## Question

A pressure of 1 GPa acting through 1 Å³ does about 6 meV of work. Atoms in many solids occupy some 10 to 20 Å³ each, so a stress of a few GPa and a change of shape of a few percent belong to energies of a few meV per atom. This conversion is enough to estimate what it costs to deform a crystal, provided that its stresses are known.

Platinum diselenide consists of Se–Pt–Se layers stacked along the c axis. Its cell is made taller and narrower, or flatter and wider, at a fixed volume of 20.3 Å³ per atom. The axial ratio is c/a divided by its value in the starting cell, and the atoms keep their fractional coordinates. Stress counts as positive when the crystal is compressed and pushes outwards.

The in-plane stress less the axial stress, calculated with density functional theory, is −3.5 GPa at an axial ratio of 0.92, 1.5 GPa at 1, and 6.7 GPa at 1.1.

(a) Derive a rule with two constants for the energy change per atom.

(b) Use it by hand at axial ratios of 1.2 and 0.85.

(c) The same calculation gives a stress difference of −8.4 GPa at an axial ratio of 0.85 and about 11 GPa at 1.2. Where along this path is the energy lowest, and is there a sign of a second minimum?

(d) The calculated energies, relative to the starting cell, are 46.5 meV per atom at an axial ratio of 0.85, 6.8 at 0.92, 33.7 at 1.1 and 98.7 at 1.2. Compare the rule with them and state where it stops being reliable.

## Model answer

**(a) The rule.** Let e be the natural logarithm of the axial ratio. Because the volume is fixed, a small increase de lengthens the c axis by the fraction 2de/3 and shortens each of the two in-plane directions by de/3. Squeezing the crystal in the plane costs work against the in-plane stress, while letting it grow along c gives back work done by the axial stress. With V for the volume per atom and D for the in-plane stress less the axial stress, the balance is

dE = (2/3) V D de.

The factor (2/3)V is 13.5 Å³, so each GPa of D contributes about 0.084 eV per atom for a unit change of e. In practice, 1 GPa costs a little under 1 meV per atom for each percent of change in the axial ratio.

Now take D to be a straight line in e. It starts at 1.5 GPa, and between axial ratios of 0.92 and 1.1 it rises by 10.2 GPa while e rises by 0.18, a slope of about 57 GPa. Integrating the line gives

E = g e + ½ K e².

Here g = 0.084 × 1.5 ≈ 0.13 eV and K = 0.084 × 57 ≈ 4.8 eV, both per atom. The first constant describes the stress difference already present in the starting cell, the second its stiffness against a change of shape.

**(b) Two estimates.** For the tall cell, with an axial ratio of 1.2, e is 0.18 and e² is 0.033:

E ≈ 0.13 × 0.18 + 2.4 × 0.033 ≈ 0.023 + 0.079 ≈ 0.10 eV per atom.

For the flat cell, with an axial ratio of 0.85, e is −0.16 and e² is 0.026:

E ≈ −0.13 × 0.16 + 2.4 × 0.026 ≈ −0.021 + 0.062 ≈ 0.04 eV per atom.

The two distortions are of similar size, yet the tall cell costs more than twice as much. The quadratic terms differ only modestly. Most of the contrast comes from the linear term, which adds to the cost on one side and reduces it on the other.

**(c) The minimum.** A coil spring held slightly longer than its rest length behaves in the same way. Pulling it further costs energy at once, whereas letting it shorten first releases some. The rule puts the rest position at e = −g/K ≈ −0.03, an axial ratio of about 0.97, with an energy roughly 2 meV per atom below the start. There the stresses are equal but not zero: by the pressure column the cell is still compressed by about 1 GPa, so this is the best shape at this volume and not the equilibrium crystal. The comparison with a spring holds as long as the stiffness stays nearly constant, and it covers only this one path of deformation.

D changes sign once, between 0.92 and 1. The calculated stresses at 0.85 and 1.2 continue the same rise, so the sampled points show one minimum and no sign of a second. The parabola itself could not have revealed another one, since it has a single minimum by construction. That part of the answer rests on the stresses.

**(d) Comparison.**

PtSe2 (CdI2 type, starting cell a = 3.724, c = 5.062 Å, not relaxed) is deformed along c at fixed volume and fractional coordinates. Ansatz 0.2.0, PBEsol, plane-wave PAW, scalar-relativistic, no spin polarisation; cutoff 420 eV, k mesh 18×18×10, Gaussian smearing 0.15 eV. Energies are free energies relative to the starting cell; pressure is positive in compression.

| axial ratio (over its starting value) | energy change (meV/atom) | pressure (GPa) | gap on mesh (eV) |
| --- | --- | --- | --- |
| 0.85 | 46.5 | -3.32 | 0.000 |
| 0.92 | 6.8 | -0.69 | 0.000 |
| 1.0 | 0.0 | 2.13 | 0.000 |
| 1.1 | 33.7 | 5.03 | 0.000 |
| 1.2 | 98.7 | 7.01 | 0.239 |

The calculated energies are 98.7 meV per atom at 1.2 and 46.5 at 0.85. With the constants above and e carried to more figures, the rule gives 103.5 and 42.3 meV per atom. It is thus about 5 % too high in the first case and 9 % too low in the second, relative to the calculated values. Both constants came from stresses at ratios from 0.92 to 1.1, so the two worked cells lie outside the range that set them.

Over the four deformed cells the error stays within 5 meV per atom. The largest relative error, 14 %, occurs at 0.92, although it amounts to only about 1 meV per atom. There the linear term cancels almost two thirds of the quadratic one, so a small error in either, even the rounding of g and K, becomes a larger fraction of what remains. Near the minimum the rule should therefore be judged in meV and not in percent.

## Remarks on the reasoning

**Why the linear term must stay.** A common mistake is to draw a parabola centred on the starting cell because that cell has been assigned zero energy. Even with its single coefficient fitted by least squares to the energies, such a parabola misses by up to 20 meV per atom. In an undistorted cubic metal such as copper, stretching along a cube axis at fixed volume has no linear term, because symmetry makes the stresses along all three cube axes equal. In this trigonal crystal c and a are independent, and no symmetry makes D vanish at any point of the path. The starting cell was also not relaxed with the functional used, so a remaining stress difference is natural. Its exact size carries a further uncertainty, because the PAW datasets were made for the functional PBE and not for PBEsol.

**Why the pressure column is not the driving force.** The printed pressure is the average over the three directions, and it climbs from −3.32 to 7.01 GPa along the scan. It is tempting to multiply it by a change of volume, but the volume does not change. A uniform pressure does no work here: what it gains along c it loses in the plane. Only the difference between the directions counts, which is why the rule is built on D.

**Where the stiffness comes from.** In the tallest cell c has grown by 13 % and a has shrunk by only 6 %. Yet over the whole scan about 87 % of the change in D comes from the in-plane stress. This share is not a measure of how stiff the crystal is in each direction by itself. Both strains act at once, and squeezing the crystal in the plane also makes it push outwards along c, which can offset much of the pull that the stretching of c creates. Nor does the share show that the forces between the layers are weak, because with frozen coordinates each layer is stretched along c as much as the gap above it.

The rise of the in-plane stress should not be read as a simple shortening of the Pt–Se bonds. In the tallest cell they are less than 1 % shorter than at the start, because the narrowing of the layer and its growth in height nearly compensate. The angles between the bonds, the distances between neighbouring Se atoms in the same plane and the height of the gap between layers all change far more. The calculation does not show how the energy is shared among these changes and the bonds themselves.

**Why the rule errs in a regular way.** The slope of D is not quite constant: it falls from about 61 GPa at the flat end of the scan to about 48 GPa at the tall end. A straight line therefore makes flattened cells too soft and stretched cells too stiff. This is the pattern of the errors, too low on one side and too high on the other. When the calculated values of D are summed step by step instead, the energies are recovered to within 1 meV per atom. That agreement checks consistency, since stress is the derivative of energy, and it places most of the rule's error in the straight-line assumption, the rest coming from the rounding of the constants.

**How far the rule reaches.** Within axial ratios of 0.85 to 1.2 the rule serves for estimates good to about 5 meV per atom. Farther out the error should grow faster than e itself. A steadily changing slope would enter the energy as the cube of e, but here the slope changes little at the flat end and quickly at the tall end, so no single power can be trusted on both sides. A path that leads towards a different crystal structure needs stresses along its whole length. Two constants taken near one minimum carry no information about a distant barrier or a second valley.

**What the frozen atoms mean.** Holding the fractional coordinates makes each Se–Pt–Se layer and the gap above it stretch in the same proportion. In a relaxed crystal the gap would be expected to take up more of the extension, although it is no wide gap here: in the starting cell it is as high as the layer, and Se atoms across it are 3.32 Å apart, closer than neighbours in the same plane. The Se atoms do feel forces, about 0.3 eV/Å already in the starting cell. They are about 0.4 eV/Å in the two flattened cells, below 0.1 at a ratio of 1.1 and reversed at 1.2. Letting the atoms move lowers each energy by an amount that grows roughly as the square of the force, so the flat cells would be expected to gain most. That mainly tilts the curve, changing g and the place of the minimum. The usual softening by relaxation holds about a point where the forces vanish and need not lower K here. Both constants belong to frozen positions. The functional also lacks long-range dispersion, which matters most for the response of the gap between layers.

**What the energy does not reveal.** The four cells up to an axial ratio of 1.1 show no band gap on the mesh of k points, while the tallest shows one of 0.24 eV. The energy rule gives no warning of this change, and it still works to about 5 % there. The size of the gap is itself uncertain: the mesh can miss the band edges, the smearing of 0.15 eV is of the same order as the gap, spin–orbit coupling is left out, and functionals such as PBEsol usually make gaps too small. A smooth energy curve is thus no assurance that the electronic character stays the same.

**Using the rule for a related crystal.** For another hexagonal or trigonal crystal, the same two questions come first: how unequal are the stresses at the start, and how fast does their difference grow? If the starting cell is free of stress, g vanishes. The slope of D then follows from linear elasticity as (C₁₁ + C₁₂ + 2C₃₃ − 4C₁₃)/3, where the C are the elastic constants and the index 3 denotes the c axis. Multiplying this slope by two thirds of the volume per atom gives K. Measured elastic constants include the movement of the atoms within the cell, so they describe the relaxed crystal and not one with frozen coordinates.
